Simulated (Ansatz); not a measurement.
In: the change of pressure and largest V_zz with volume scale

Periodic Kohn-Sham DFT of a crystal at fixed atoms, scaled to volume_scale times the given cell; pressure positive in compression, energy less spherical unpolarised free atoms, largest_vzz the field gradient of largest size among the nuclei. The results are calculated, by Ansatz 0.2.0.

The cell before it is scaled or strained (space group R-3m, No. 166):
```
cell vectors (Å)
   1.6696     0.9640     8.2075
  -1.6696     0.9640     8.2075
   0.0000    -1.9279     8.2075
atoms (fractions of the cell vectors)
In  0.00000  0.00000  0.00000
In  0.77801  0.77801  0.77801
In  0.22199  0.22199  0.22199
```

Settings of every row: method frozen-core PAW; functional PBEsol; relativity scalar; k mesh 14x14x14; filling fermi-dirac; smearing width 0.05 eV; wave cutoff 420 eV; paw set soft_2.

Atom start moment: 0 on all atoms.

Limits: PAW files made with PBE; field gradient without spin-orbit coupling on heavy atoms; no gap: field gradients move with the k mesh; the cell comes from a prototype or a list of computed structures and needn't be the stable phase.

```csv
row,volume scale,V (Å³/atom),pressure (GPa),largest V_zz (1e21 V/m^2)
1,0.94,24.834,1.531,-0.497
2,0.96,25.362,0.504,-0.492
3,0.98,25.891,-0.403,-0.486
4,0.99,26.155,-0.815,-0.483
5,1,26.419,-1.203,-0.48
6,1.01,26.683,?,?
7,1.02,26.947,-1.91,-0.473
8,1.04,27.476,-2.533,-0.467
9,1.06,28.004,-3.081,-0.46
```

Question: what pressure and largest V_zz should row 6 give?

Worked fit of pressure. Take u = (V_r/V)^(2/3) − 1 with V_r = 26.287 Å³ an atom, which is twice the finite (Eulerian) strain; such expansions in the strain, on which the Birch-Murnaghan equation of state is built, carry the rest volume and the bulk modulus. The shown rows have u = 0.03863, 0.02417, 0.01017, 0.00336, -0.00333, -0.0164, -0.02906, -0.0413. Least squares give pressure = −1.0125 + 57.878 × u + 197.58 × u² + 217 × u³ GPa; a parabola predicts inner rows, each left out in turn, worse (root mean square 0.0034 against 0.00087 GPa). The rows lie off it by 0.000, -0.001, 0.000, 0.001, 0.000, 0.000, 0.000, 0.000. The pressure vanishes at u = 0.0165, or V = 25.65 Å³ an atom, and there the bulk modulus at fixed shape and fractions is B = −V dP/dV = (2/3)(1 + u) dP/du = 43.8 GPa. Letting shape and atoms relax would as a rule lower it, by much in layered, chain or molecular crystals. The withheld row has u = -0.00992, so the fit gives −1.0125 + 57.878 × (-0.00992) + 197.58 × (-0.00992)² + 217 × (-0.00992)³ = -1.567 GPa.

The calculation gave -1.567 GPa. The fit meets it to the printed digit.

Worked fit of largest V_zz. Take t = volume scale − 1. The shown rows have t = -0.06, -0.04, -0.02, -0.01, 0, 0.02, 0.04, 0.06. Their means are -0.00125 and -0.4798 1e21 V/m^2; the sums about the means are S_tt = 0.01129 and S_ty = 0.003512, whose ratio is the slope. Least squares give largest V_zz = −0.4794 + 0.311 × t 1e21 V/m^2. The rows lie off it by 0.001, 0.000, 0.000, 0.000, -0.001, 0.000, 0.000, 0.001. The withheld row has t = 0.01, so the fit gives −0.4794 + 0.311 × (0.01) = -0.476 1e21 V/m^2.

The calculation gave -0.477 1e21 V/m^2. The fit lies 0.001 1e21 V/m^2 (2.7 % of the column's range) above it, one unit of the last digit.
